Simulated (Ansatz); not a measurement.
Fe: free energy error per atom as smearing width varies

Results calculated with Ansatz 0.2.0, not measured. Plane-wave density functional theory, scalar-relativistic PAW datasets made under PBE, Gamma-centred meshes; one setting moves on a fixed relaxed cell, energies count from the zero-width extrapolation of the reference run, pressure is Pulay-corrected at fixed cutoff and positive in compression.

Structure of every row (space group Im-3m, No. 229):
```
cell vectors (Å)
  -1.3650     1.3650     1.3650
   1.3650    -1.3650     1.3650
   1.3650     1.3650    -1.3650
atoms (fractions of the cell vectors)
Fe  0.00000  0.00000  0.00000
```

Settings of every row: spin polarised no; functional r2SCAN; wave cutoff 500 eV; k mesh 16x16x16; smearing method gaussian; reference k mesh 16x16x16; reference smearing width 0.1 eV; reference wave cutoff 500 eV; reference smearing method fermi_dirac; swept setting smearing; valence electrons per atom 16.

Atom starting moment: 0 on all atoms.

Limits: held non-magnetic: a magnetic state may lie lower; settings are moved on purpose, so some rows are far from converged.

| row | smearing width (eV) | free energy error per atom (meV) | zero smearing energy error per atom (meV) | pressure (GPa) |
| --- | --- | --- | --- | --- |
| 1 | 0.01 | -0.68 | -0.61 | -0.72 |
| 2 | 0.03 | -1.15 | -0.59 | -0.74 |
| 3 | 0.1 | -7.26 | -0.44 | -0.71 |
| 4 | 0.2 | ? | ? | ? |
| 5 | 0.3 | -63.89 | 0.37 | 0.52 |

Question: what free energy error per atom should row 4 give?

Worked fit of free energy error per atom. Smearing changes a smooth quantity, to lowest order, with the square of the width, so take w² in eV². The shown rows have w² = 0.0001, 0.0009, 0.01, 0.09. Their means are 0.02525 and -18.245 meV; the sums about the means are S_tt = 0.005651 and S_ty = -3.981, whose ratio is the slope. Least squares give free energy error per atom = −0.455 − 704.54 × w² meV. The rows lie off it by -0.15, -0.06, 0.24, -0.03 (root mean square 0.15 meV). The constant, -0.455 meV, estimates the value at zero width. The withheld row has w² = 0.04, so the fit gives −0.455 − 704.54 × (0.04) = -28.64 meV.

The calculation gave -28.14 meV. The fit lies 0.50 meV (1.8 % of the value, 0.79 % of the column's range) below it; its largest miss of a shown row is 0.24 meV.

The other values of row 4: zero smearing energy error per atom 0.22 meV; pressure -0.29 GPa.
